Vertical gap of neutral AlGeH3 (closed-shell singlet minus triplet), calculated with Ansatz 0.2.0 and the in-house AFQMC program afq 1 in cc-pVDZ, with frozen cores and no relativity, at the PBE0/def2-TZVP geometry. The determinant is UHF for the triplet and RHF for the singlet. ph-AFQMC is phaseless, with the trial after the slash; the reference has this constraint released.

```tsv
level	this level less the reference (released AFQMC, same basis) (meV)	statistical noise, one standard error (meV)
HF	500.0	0.00
MP2	181.0	0.00
CCSD	98.0	0.00
CCSD(T)	74.0	0.00
CCSDT	19.0	0.00
CCSDT(Q)	-5.0	0.00
ph-AFQMC/HF	30.0	72.00
ph-AFQMC/CISD	20.0	20.00
```

The gap is the energy of a closed-shell singlet minus that of a triplet, at fixed atoms, in a planar molecule where one hydrogen bridges aluminium and germanium. The triplet lies lower, by 0.658 eV in the reference (small basis, frozen cores, no relativity), so a positive error means that a level favours the triplet too strongly. The telling row is CCSD(T), which is still 74 meV too high. The step that leads to it from CCSD is small enough to pass for convergence.

**HF and MP2.** Hartree–Fock overestimates the gap by 500 meV, about three quarters of the gap itself. Part of this is general: antisymmetry already keeps electrons of parallel spin apart, whereas the avoidance between electrons of opposite spin is correlation, which Hartree–Fock omits. The singlet has one more opposite-spin pair in a shared orbital, so it loses more by the omission. MP2 restores much of the balance but leaves 181 meV.

If the singlet merely had more correlation of the same kind, a simple estimate would describe the rest of the ladder. Let a level miss the fraction f of the correlation energy in both states, counted up to CCSDT(Q). The gap error against CCSDT(Q) is then f times the singlet's extra correlation, which the HF row sets at 505 meV. For CCSD(T) the triplet still lacks 39 of 4881 meV, so f is 0.008 and the predicted error is 0.008 × 505 ≈ 4 meV.

The calculated error against CCSDT(Q) is 79 meV, some twenty times as large. The estimate has a single constant, its scale, which is taken from the HF row; that row therefore cannot test it. It gives about two thirds of the MP2 error but only a sixth of the CCSD error. What the better levels still lack in the singlet is thus out of proportion to the triplet, which points to correlation of a more difficult kind.

**CCSD to CCSDT.** This is where the failure can be recognised. Perturbative triples, the (T) in CCSD(T), lower the gap by only 24 meV, but replacing them by full triples lowers it by another 55 meV. These differences between coupled-cluster levels carry no statistical noise. A correction that is followed by one more than twice its size was no sign of convergence.

The small step hides two large ones. The (T) correction lowers the triplet by 125 meV and the singlet by 149 meV, and the gap sees only the difference. Such cancellation does little harm when both corrections are equally complete. Here they are not: (T) captures 79% of the full triples effect in the triplet but only 63% in the singlet.

Had (T) captured the triplet's share in the singlet too, CCSD(T) would lie about 17 meV above CCSDT instead of 55 meV. Most of the 55 meV therefore comes from the poorer performance of (T) in the singlet, and the rest from the singlet's larger triples effect. The printed output after this text gives the state-by-state comparison, with the singlet energies derived from the triplet energies and the gap errors.

The likely reason lies in the two orbitals that hold the triplet's unpaired electrons. One is symmetric and the other antisymmetric with respect to the molecular plane. In a PBE calculation on the triplet, the two highest occupied majority-spin levels are only 0.07 eV apart, with the next one about 2.1 eV lower. This suggests that the two open shells are nearly degenerate.

The triplet puts one electron into each orbital, and a single determinant describes that well. The closed-shell singlet must put both into one of them, although placing the pair in the other costs little more. The two configurations then mix, the more strongly the smaller their energy separation is compared with their coupling. The restricted determinant of the singlet is in fact unstable towards an unrestricted one, which fits this picture but does not measure the mixing. Nor do the outputs show that this closed-shell state is the lowest singlet.

Stretched H₂ shows the same situation in its simplest form. Its triplet has one electron in the bonding and one in the antibonding orbital, while its singlet needs both the doubly occupied bonding and the doubly occupied antibonding configuration. The analogy explains why one determinant is a poor start for the singlet, but it ends there. With only two electrons, CCSD is exact for H₂ within a basis, and triples do not exist.

In the present molecule eight other valence electrons surround the pair, and they respond to the orbital that it occupies. Seen from the first determinant, moving the pair is a double excitation; the response of one further electron makes it a triple, and that of two makes it a quadruple. CCSD includes such events only as products of simpler excitations, as if the response did not depend on where the pair sits. The more the second configuration weighs, the more this neglected dependence matters.

CCSD(T) adds the triples once, using the amplitudes of CCSD, and does not let them act back on the double excitations. CCSDT does, so the mixing of the two configurations and the response of the other electrons can adjust to each other. This argument accounts for a singlet that gains more from full triples and is served less well by (T). It remains an inference, because the weight of the second configuration in the singlet has not been tested here.

**CCSDT and CCSDT(Q).** The reference has a standard error of 28 meV, which applies to every row even where the row's own noise is zero. The CCSD(T) error is 2.6 times this noise, whereas those of CCSDT and CCSDT(Q) lie within it. The near-perfect −5 meV of CCSDT(Q) is also no independent success, since the reference was accepted only if the two methods agreed closely. The 24 meV by which (Q) lowers the gap is free of noise, however, and it comes from the singlet: (Q) lowers that state by 30 meV but the triplet by only 6 meV.

**The phaseless rows.** Neither AFQMC error exceeds its statistical noise, so neither row can be ranked against CCSDT. With the HF trial the gap is off by 30 meV with a noise of 72 meV. Its triplet energy alone lies 52 meV below that of CCSDT(Q), with a standard error of 30 meV. That is less than two standard errors and does not establish a bias, but the small gap error does not prove either that the two states are accurate one by one.

For a gap like this one, the size of the (T) step is the wrong test of convergence. It is safer to look at the (T) correction of each state and at the stability of each determinant. If the corrections are much larger than their difference and one determinant is unstable, a CCSDT calculation in a small basis shows whether the cancellation can be trusted.

The analysis program printed:

```
Gap and error by level:
            row  gap in eV  error in percent of reference gap  noise with reference if independent in meV  error over this noise
             HF      1.158                              75.99                                          28                  17.86
            MP2      0.839                              27.51                                          28                  6.464
           CCSD      0.756                              14.89                                          28                    3.5
        CCSD(T)      0.732                              11.25                                          28                  2.643
          CCSDT      0.677                              2.888                                          28                 0.6786
       CCSDT(Q)      0.653                            -0.7599                                          28                -0.1786
    ph-AFQMC/HF      0.688                              4.559                                       77.25                 0.3883
  ph-AFQMC/CISD      0.678                               3.04                                       34.41                 0.5812
Energy above CCSDT(Q) in meV:
            row  triplet  singlet derived  gap error against CCSDT(Q)  gap error if same fraction missed
             HF     4881             5386                         505                                505
            MP2     1207             1393                         186                              124.8
           CCSD    164.7            267.7                         103                              17.04
        CCSD(T)     39.4            118.4                          79                              4.077
          CCSDT      5.9             29.9                          24                             0.6105
       CCSDT(Q)        0                0                           0                                  0
    ph-AFQMC/HF    -51.8            -16.8                          35                              -5.36
  ph-AFQMC/CISD     13.3             38.3                          25                              1.376
Gap change from HF to MP2 in meV: -319
Gap change from MP2 to CCSD in meV: -83
Gap change from CCSD to CCSD(T) in meV: -24
Gap change from CCSD(T) to CCSDT in meV: -55
Gap change from CCSDT to CCSDT(Q) in meV: -24
Triplet lowering by perturbative triples in meV: 125.3
Triplet lowering by full triples in meV: 158.8
Singlet lowering by perturbative triples in meV: 149.3
Singlet lowering by full triples in meV: 237.8
Share of full triples caught by (T) in triplet in percent: 78.9
Share of full triples caught by (T) in singlet in percent: 62.78
CCSD(T) gap above CCSDT gap if shares were equal in meV: 16.67
Spacing of two highest occupied majority-spin PBE levels in eV: 0.06643
Spacing of two lowest empty minority-spin PBE levels in eV: 0.02536
Distance to next lower majority-spin PBE level in eV: 2.123
```
